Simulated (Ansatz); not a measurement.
## Ligand exchange: C2H3F + GeH3(SH) → C2H4S + GeH3F

Species: C2H3F `C=CF`, singlet; GeH3(SH), singlet; C2H4S `C=CS`, singlet; GeH3F (fluorogermane) `[F][GeH3]`, singlet. The partners trade F for SH: C–F and Ge–SH bonds give way to C–SH and Ge–F.

Shapes, held fixed at every level: PBE0-D4/def2-TZVP. Flexible molecules stand in one conformer, not always the lowest. Programs: Ansatz 0.2.0. Electronic energies: no zero-point or thermal term.

(1) Estimate ΔE of this reaction.

## Answers

(1) The highest level, CCSD(T)/def2-TZVPP, gives ΔE = -39.7 kJ/mol; the levels span -47.8 to -32.7. The column of differences is taken from that level and isn't an error. No measured value is set beside it here. Relativity is left out for Ge unless named. Correlated rows may include outer-core shells of Ge, which these sets cover unevenly. Times are processor times on shared x86 and Arm servers, and rough.

| level | kind | ΔE (kJ/mol) | less CCSD(T)/def2-TZVPP | CPU time (sum over the molecules) |
| --- | --- | --- | --- | --- |
| HF/def2-TZVPP | Hartree–Fock | -37.5 | +2.2 | – |
| r2SCAN-D4/def2-TZVPP | meta-GGA | -37.5 | +2.2 | 21 s |
| PBE0-D4/def2-TZVPP | global hybrid | -32.7 | +7.0 | 11 s |
| wB97M-V/def2-TZVPP | range-separated hybrid | -36.1 | +3.6 | 46 s |
| wB97X-V/def2-TZVPP | range-separated hybrid | -37.4 | +2.3 | 32 s |
| B2PLYP/def2-TZVPP | double hybrid | -42.3 | -2.6 | 19 s |
| MP2/def2-TZVPP | perturbation theory | -47.8 | -8.1 | – |
| CCSD(T)/def2-TZVPP | coupled cluster or CI | -39.7 | 0.0 | 96 s |

Every level makes the exchange exothermic, so fluorine's preference for germanium and sulfur's for carbon doesn't depend on the treatment of correlation. The main reason is probably bond polarity: germanium is more electropositive than carbon, so it gains more ionic stabilisation when fluorine replaces the softer, less electronegative sulfur. Carbon loses less in the reverse swap, since the C–S bond is largely covalent. Conjugation of the fluorine or sulfur lone pairs with the vinyl group modifies this balance, but the totals don't isolate its share.

Hartree–Fock already gives -37.5 kJ/mol, close to the coupled-cluster value, as expected when the number of bonds and electron pairs is conserved and much of the correlation energy cancels. MP2 overshoots at -47.8 kJ/mol, which suggests that higher-order correlation largely offsets the second-order contribution. Because the coupled-cluster value itself comes from a finite triple-zeta basis, the small gaps between most of the functionals don't establish a ranking of their accuracy.
